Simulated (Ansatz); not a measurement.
LiMg2: the change of energy above lowest point with volume scale

Free energy against uniform scaling of the volume at fixed shape and fractions; periodic cell, basis, potentials, k mesh and filling as listed. The results are calculated, by Ansatz 0.2.0.

The cell before it is scaled or strained (space group P-62m, No. 189):
```
CELL_PARAMETERS angstrom
5.41500 0.00000 0.00000
-2.70750 4.68950 0.00000
0.00000 0.00000 5.04680
ATOMIC_POSITIONS crystal
Li 0.66667 0.33333 0.50000
Li 0.33333 0.66667 0.50000
Mg 0.66146 0.00000 0.00000
Mg 0.33854 0.33854 0.00000
Mg 0.00000 0.66146 0.00000
Mg 0.00000 0.00000 0.50000
```

Settings of every row: functional PBEsol; dispersion none; potentials PAW; wave cutoff 450 eV; density cutoff 1800 eV; k mesh 5x5x5; k shift 0x0x0; occupations gaussian; smearing width 0.15 eV; spin none.

Limits: coarse k mesh, up to 40 meV an atom off; the cell comes from a prototype or a list of computed structures and needn't be the stable phase.

| row | volume scale | V (Å³/atom) | energy above lowest point (meV/atom) |
| --- | --- | --- | --- |
| 1 | 0.9 | 19.223 | 22.4 |
| 2 | 0.925 | 19.757 | 11.9 |
| 3 | 0.95 | 20.291 | 4.9 |
| 4 | 0.975 | 20.825 | ? |
| 5 | 1 | 21.359 | 0 |
| 6 | 1.025 | 21.893 | 1.4 |
| 7 | 1.05 | 22.427 | 4.9 |
| 8 | 1.075 | 22.961 | 10.3 |
| 9 | 1.1 | 23.495 | 17.4 |

Question: what energy above lowest point should row 4 give?

Worked fit of energy above lowest point. Take u = (V_r/V)^(2/3) − 1 with V_r = 21.626 Å³ an atom, which is twice the finite (Eulerian) strain; such expansions in the strain, on which the Birch-Murnaghan equation of state is built, carry the rest volume and the bulk modulus. The shown rows have u = 0.08169, 0.06211, 0.04339, 0.00832, -0.00815, -0.02395, -0.03915, -0.05376. Least squares give energy above lowest point = 0.41 − 83.7 × u + 4320 × u² meV/atom; a straight line predicts inner rows, each left out in turn, worse (root mean square 6.5 against 0.021 meV/atom). All shown rows lie on it to the printed digit. Its lowest point lies at u = 0.0097, or V = 21.32 Å³ an atom, and the curvature there gives the bulk modulus at fixed shape and fractions, B = (4/9)(1 + u)² E″(u)/V = 29.4 GPa. Letting shape and atoms relax would as a rule lower it, by much in layered, chain or molecular crystals. The withheld row has u = 0.02548, so the fit gives 0.41 − 83.7 × (0.02548) + 4320 × (0.02548)² = 1.1 meV/atom.

The calculation gave 1.1 meV/atom. The fit meets it to the printed digit.
